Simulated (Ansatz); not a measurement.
# A series in volume scale on CdH2O2

All results are calculated (Ansatz 0.2.0). Free energy against uniform scaling of the volume at fixed shape and fractions; periodic cell, basis, potentials, k mesh and filling as listed.

The cell before it is scaled or strained (space group P-3m1, No. 164):
```
CdH2O2
1.0
      3.5155     0.0000     0.0000
     -1.7578     3.0445     0.0000
      0.0000     0.0000     4.6430
Cd H O
1 2 2
Direct
  0.00000 0.00000 0.00000
  0.66667 0.33333 0.55096
  0.33333 0.66667 0.44904
  0.66667 0.33333 0.75937
  0.33333 0.66667 0.24063
```

Settings of every row: functional PBEsol; dispersion D3(BJ); potentials PAW; wave cutoff 557.83 eV; density cutoff 2231.3 eV; k mesh 6x6x4; k shift 0x0x0; occupations fixed; smearing width 0 eV; spin none.

Limits: the cell comes from a prototype or a list of computed structures and needn't be the stable phase.

| row | volume scale | V (Å³/atom) | energy above lowest point (meV/atom) |
| --- | --- | --- | --- |
| 1 | 0.92 | 9.144 | ? |
| 2 | 0.9467 | 9.409 | 4.3 |
| 3 | 0.9733 | 9.673 | 0 |
| 4 | 1 | 9.939 | 1.2 |
| 5 | 1.0267 | 10.204 | 7.3 |
| 6 | 1.0533 | 10.468 | 17.4 |
| 7 | 1.08 | 10.734 | 31.2 |

Question: what energy above lowest point should row 1 give?

Worked fit of energy above lowest point. Take u = (V_r/V)^(2/3) − 1 with V_r = 10.072 Å³ an atom, which is twice the finite (Eulerian) strain; such expansions in the strain, on which the Birch-Murnaghan equation of state is built, carry the rest volume and the bulk modulus. The shown rows have u = 0.04644, 0.02731, 0.0089, -0.00864, -0.02538, -0.04155. Least squares give energy above lowest point = 3.7 − 343.9 × u + 7670 × u² meV/atom; a straight line predicts inner rows, each left out in turn, worse (root mean square 5.7 against 0.066 meV/atom). The rows lie off it by 0.0, 0.0, 0.0, 0.1, 0.0, 0.0. Its lowest point lies at u = 0.0224, or V = 9.743 Å³ an atom, and the curvature there gives the bulk modulus at fixed shape and fractions, B = (4/9)(1 + u)² E″(u)/V = 117 GPa. Letting shape and atoms relax would as a rule lower it, by much in layered, chain or molecular crystals. The withheld row has u = 0.06656, so the fit gives 3.7 − 343.9 × (0.06656) + 7670 × (0.06656)² = 14.8 meV/atom.

The calculation gave 15 meV/atom. The fit lies 0.2 meV/atom (1.3 % of the value, 0.64 % of the column's range) below it; its largest miss of a shown row is 0.1 meV/atom. This row lies beyond the range of the fit.
